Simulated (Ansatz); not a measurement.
## ReP: formation energy and pressure against volume per atom

Results calculated with Ansatz 0.2.0, not measured. Plane-wave density functional theory, PAW datasets, Gaussian smearing 0.05 eV: one cell in which all forces lie under 0.002 eV/angstrom; stress (xx yy zz yz xz xy) and pressure positive in compression; site moments are of spin alone; formation energy from the elements run alike, uncorrected.

Cell of the first row (space group F-43m, No. 216):
```
cell vectors (Å)
   0.0000     2.4138     2.4138
   2.4138     0.0000     2.4138
   2.4138     2.4138     0.0000
atoms (fractions of the cell vectors)
Re  0.00000  0.00000  0.00000
P   0.25000  0.25000  0.25000
```

Settings of every row: paw set soft_2; functional PBEsol; spin treatment none; moment partition spheres; spin axis none; wave cutoff 420 eV; k mesh 12x12x12; SCF start atoms; lower state search light; symmetry use detected.

Atom first moment, atom hubbard u: 0 on all atoms.

Limits: formation energy without spin-orbit coupling on heavy elements; the cell comes from a prototype or a list of computed structures and needn't be the stable phase.

| row | volume per atom (Å³) | formation energy (eV per atom) | pressure (GPa) | energy above relaxed cell (meV per atom) |
| --- | --- | --- | --- | --- |
| 1 | 14.063 | 1.2038 | 77.52 | 804.03 |
| 2 | 15.751 | 0.6323 | 34.57 | 232.5 |
| 3 | 17.457 | 0.4172 | 7.94 | 17.42 |
| 4 | 17.641 | 0.4094 | 5.78 | 9.57 |
| 5 | 17.821 | 0.404 | 3.76 | 4.2 |
| 6 | 18.185 | 0.3998 | 0.00 | 0 |
| 7 | 18.212 | 0.3998 | -0.26 | 0.02 |
| 8 | 18.548 | ? | ? | ? |
| 9 | 18.912 | 0.4149 | -6.44 | 15.12 |

Question: what formation energy and pressure should row 8 give?

Worked fit of formation energy. Take u = (V_r/V)^(2/3) − 1 with V_r = 17.731 Å³ an atom, which is twice the finite (Eulerian) strain; such expansions in the strain, on which the Birch-Murnaghan equation of state is built, carry the rest volume and the bulk modulus. The shown rows have u = 0.16709, 0.08214, 0.01044, 0.0034, -0.00337, -0.01671, -0.01769, -0.04208. Least squares give formation energy = 0.40638 + 0.79641 × u + 23.7949 × u² eV per atom; a straight line predicts inner rows, each left out in turn, worse (root mean square 0.084 against 8.3e-05 eV per atom). The rows lie off it by 0.0000, 0.0000, -0.0001, 0.0000, 0.0000, 0.0001, 0.0001, -0.0001. The withheld row has u = -0.02959, so the fit gives 0.40638 + 0.79641 × (-0.02959) + 23.7949 × (-0.02959)² = 0.4036 eV per atom.

The calculation gave 0.4037 eV per atom. The fit lies 0.0001 eV per atom (0.012 % of the column's range) below it, one unit of the last digit.

Worked fit of pressure. Take u = (V_r/V)^(2/3) − 1 with V_r = 17.731 Å³ an atom, which is twice the finite (Eulerian) strain; such expansions in the strain, on which the Birch-Murnaghan equation of state is built, carry the rest volume and the bulk modulus. The shown rows have u = 0.16709, 0.08214, 0.01044, 0.0034, -0.00337, -0.01671, -0.01769, -0.04208. Least squares give pressure = 4.757 + 297.613 × u + 766.2 × u² + 352.2 × u³ GPa; a parabola predicts inner rows, each left out in turn, worse (root mean square 0.12 against 0.033 GPa). The rows lie off it by 0.00, 0.00, -0.01, 0.00, 0.00, 0.00, 0.01, 0.00. The pressure vanishes at u = -0.0167, or V = 18.18 Å³ an atom, and there the bulk modulus at fixed shape and fractions is B = −V dP/dV = (2/3)(1 + u) dP/du = 179 GPa. The withheld row has u = -0.02959, so the fit gives 4.757 + 297.613 × (-0.02959) + 766.2 × (-0.02959)² + 352.2 × (-0.02959)³ = -3.39 GPa.

The calculation gave -3.39 GPa. The fit meets it to the printed digit.

The other values of row 8: energy above relaxed cell 3.91 meV per atom.
